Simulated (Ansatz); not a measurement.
CdPt: energy above lowest point against volume scale

All results are calculated (Ansatz 0.2.0). Free energy against uniform scaling of the volume at fixed shape and fractions; periodic cell, basis, potentials, k mesh and filling as listed.

The cell before it is scaled or strained (space group P4/mmm, No. 123):
```
cell vectors (Å)
   2.9855     0.0000     0.0000
   0.0000     2.9855     0.0000
   0.0000     0.0000     3.8461
atoms (fractions of the cell vectors)
Cd  0.00000  0.00000  0.00000
Pt  0.50000  0.50000  0.50000
```

Settings of every row: functional r2SCAN; dispersion none; potentials PAW; wave cutoff 530 eV; density cutoff 2120 eV; k mesh 8x8x6; k shift 0x0x0; occupations methfessel paxton; smearing width 0.1 eV; spin none.

Limits: coarse k mesh, up to 40 meV an atom off; no spin-orbit coupling, which can matter with elements this heavy; the cell comes from a prototype or a list of computed structures and needn't be the stable phase.

| row | volume scale | V (Å³/atom) | energy above lowest point (meV/atom) |
| --- | --- | --- | --- |
| 1 | 0.9 | 15.426 | 88.1 |
| 2 | 0.925 | 15.855 | 44 |
| 3 | 0.95 | 16.284 | 16.2 |
| 4 | 0.975 | 16.712 | 2.1 |
| 5 | 1 | 17.141 | 0 |
| 6 | 1.025 | 17.569 | 8 |
| 7 | 1.05 | 17.998 | 24.6 |
| 8 | 1.075 | 18.426 | ? |
| 9 | 1.1 | 18.855 | 78.7 |

Question: what energy above lowest point should row 8 give?

Worked fit of energy above lowest point. Take u = (V_r/V)^(2/3) − 1 with V_r = 16.926 Å³ an atom, which is twice the finite (Eulerian) strain; such expansions in the strain, on which the Birch-Murnaghan equation of state is built, carry the rest volume and the bulk modulus. The shown rows have u = 0.06382, 0.04454, 0.02611, 0.00852, -0.00838, -0.02455, -0.04011, -0.06942. Least squares give energy above lowest point = −0.26 + 123.6 × u + 18998 × u² + 11952 × u³ meV/atom; a parabola predicts inner rows, each left out in turn, worse (root mean square 0.9 against 0.072 meV/atom). The rows lie off it by 0.0, 0.0, 0.1, -0.1, 0.0, 0.0, 0.0, 0.0. Its lowest point lies at u = -0.0033, or V = 17.01 Å³ an atom, and the curvature there gives the bulk modulus at fixed shape and fractions, B = (4/9)(1 + u)² E″(u)/V = 157 GPa. Letting shape and atoms relax would as a rule lower it, by much in layered, chain or molecular crystals. The withheld row has u = -0.05504, so the fit gives −0.26 + 123.6 × (-0.05504) + 18998 × (-0.05504)² + 11952 × (-0.05504)³ = 48.5 meV/atom.

The calculation gave 48.6 meV/atom. The fit lies 0.1 meV/atom (0.11 % of the column's range) below it, one unit of the last digit.
